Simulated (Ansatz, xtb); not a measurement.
**BFH4SSi: which of two isomers lies lower**

We compare X, `FBS[SiH3]`, a singlet, with Y, `BS[SiH2]F`, a singlet. Both are isolated molecules in the gas phase, relaxed with B3LYP/6-31G*; the shapes shown needn't be the lowest conformers.

X (Å):

```xyz
8

B    -1.1916    2.0315    2.1235
F    -0.8178    1.0807    2.9808
S    -0.5311    2.0823    0.4422
Si    0.7929    0.3520    0.4529
H    -1.9738    2.8573    2.4788
H     0.0319   -0.8941    0.7112
H     1.8638    0.5122    1.4658
H     1.3830    0.3130   -0.9069
```

Y (Å):

```xyz
8

B     0.7442    0.2785    1.3245
F    -1.4982    2.3282   -1.0920
S    -0.8997   -0.1362    0.7267
Si   -0.9344    0.8206   -1.2052
H     1.5028    0.9220    0.6686
H     1.0324   -0.1297    2.4045
H    -1.8708    0.0433   -2.0490
H     0.4379    0.8727   -1.7559
```

Energies in hartree; the thermal terms are from B3LYP/6-31G* harmonic frequencies (ideal gas, rigid rotor, one conformer each, 298.15 K, 1 atm) and include the zero-point energy:

```
                               X           Y
E, CCSD(T)/def2-TZVP  −813.801070  −813.801307
   zero-point energy     0.043248     0.044164
        H(298 K) − E     0.050133     0.050980
        G(298 K) − E     0.013338     0.014093
```

Task: Work out ΔE, ΔE₀, ΔH and ΔG for X → Y in kcal/mol (1 Eh = 627.51 kcal/mol) and the equilibrium ratio [Y]/[X].

Result: 1. ΔE = −813.801307 − (−813.801070) = −0.000237 Eh = −0.15 kcal/mol.
2. ΔE₀ = ΔE + ΔZPE = −0.000237 + (+0.000916) Eh = +0.43 kcal/mol.
3. ΔH = ΔE + (+0.000847) Eh = +0.38 kcal/mol.
4. ΔG = ΔE + (+0.000755) Eh = +0.33 kcal/mol, so ΔS = (ΔH − ΔG)/T = +0.8 J/(mol K).
5. kT = 0.9442 mEh, so K = [Y]/[X] = exp(−ΔG/kT) = exp(−0.55) ≈ 0.58.

The two are too close for this level to say which is favoured. An error of 1 kcal/mol in ΔG would change K by a factor of 5.4. Mirror images and further conformers aren't counted.

As drawn, Y has 1 F–Si, 1 B–H in place of 1 B–F, 1 Si–H.

Other levels gave ΔE = +3.2 (B3LYP/6-31G*); −0.6 (HF/def2-TZVP); −1.0 (MP2/def2-TZVP) kcal/mol. The correlated steps freeze 12 core orbitals. Programs: Ansatz 0.2.0.

X and Y differ by an exchange of F and H between boron and silicon, and the electronic energies nearly cancel. Fluorine bonds strongly to both centres: at boron its lone pairs donate into the empty p orbital, while the Si–F bond is very polar. Moving F to silicon gives up that π donation but replaces a Si–H bond with a stronger B–H bond. Sulfur, whose lone pair is aligned with the boron p orbital in both planar frameworks, can probably also donate more once fluorine no longer competes.

The zero-point term reverses the small electronic preference for Y, as expected when a stiffer B–H stretch replaces a Si–H stretch. Entropy hardly matters, since both isomers are open chains with the same heavy-atom backbone. HF, MP2 and CCSD(T) all stay near balance, whereas B3LYP favours X more clearly, perhaps partly because of its smaller basis. A gas-phase balance between monomers says nothing about condensed samples, where the BH₂ group of Y could dimerise through hydrogen bridges.
